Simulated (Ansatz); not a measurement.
# TiB2: the change of energy above lowest point with volume scale

Results calculated with Ansatz 0.2.0, not measured. Free energy against uniform scaling of the volume at fixed shape and fractions; periodic cell, basis, potentials, k mesh and filling as listed.

The cell before it is scaled or strained (space group P6/mmm, No. 191):
```
CELL_PARAMETERS angstrom
3.02920 0.00000 0.00000
-1.51460 2.62340 0.00000
0.00000 0.00000 3.22840
ATOMIC_POSITIONS crystal
Ti 0.00000 0.00000 0.00000
B 0.33333 0.66667 0.50000
B 0.66667 0.33333 0.50000
```

Settings of every row: functional PBE; dispersion none; potentials all-electron LAPW; k mesh 11x11x9; k shift 0x0x0; occupations fermi dirac; smearing width 0.1 eV; spin none.

Limits: coarse k mesh, up to 40 meV an atom off.

| row | volume scale | V (Å³/atom) | energy above lowest point (meV/atom) |
| --- | --- | --- | --- |
| 1 | 0.94 | 8.039 | 28 |
| 2 | 0.96 | 8.21 | 12.3 |
| 3 | 0.98 | 8.381 | 3.1 |
| 4 | 1 | 8.552 | 0 |
| 5 | 1.02 | 8.723 | ? |
| 6 | 1.04 | 8.894 | 9.7 |
| 7 | 1.06 | 9.065 | 21.5 |

Question: what energy above lowest point should row 5 give?

Worked fit of energy above lowest point. Take u = (V_r/V)^(2/3) − 1 with V_r = 8.4665 Å³ an atom, which is twice the finite (Eulerian) strain; such expansions in the strain, on which the Birch-Murnaghan equation of state is built, carry the rest volume and the bulk modulus. The shown rows have u = 0.03515, 0.02072, 0.00679, -0.00668, -0.03231, -0.04451. Least squares give energy above lowest point = 0.85 + 227.5 × u + 15528 × u² meV/atom; a straight line predicts inner rows, each left out in turn, worse (root mean square 9.7 against 0.054 meV/atom). The rows lie off it by 0.0, 0.1, 0.0, 0.0, 0.0, 0.0. Its lowest point lies at u = -0.0073, or V = 8.56 Å³ an atom, and the curvature there gives the bulk modulus at fixed shape and fractions, B = (4/9)(1 + u)² E″(u)/V = 255 GPa. Letting shape and atoms relax would as a rule lower it, by much in layered, chain or molecular crystals. The withheld row has u = -0.0197, so the fit gives 0.85 + 227.5 × (-0.0197) + 15528 × (-0.0197)² = 2.4 meV/atom.

The calculation gave 2.4 meV/atom. The fit meets it to the printed digit.
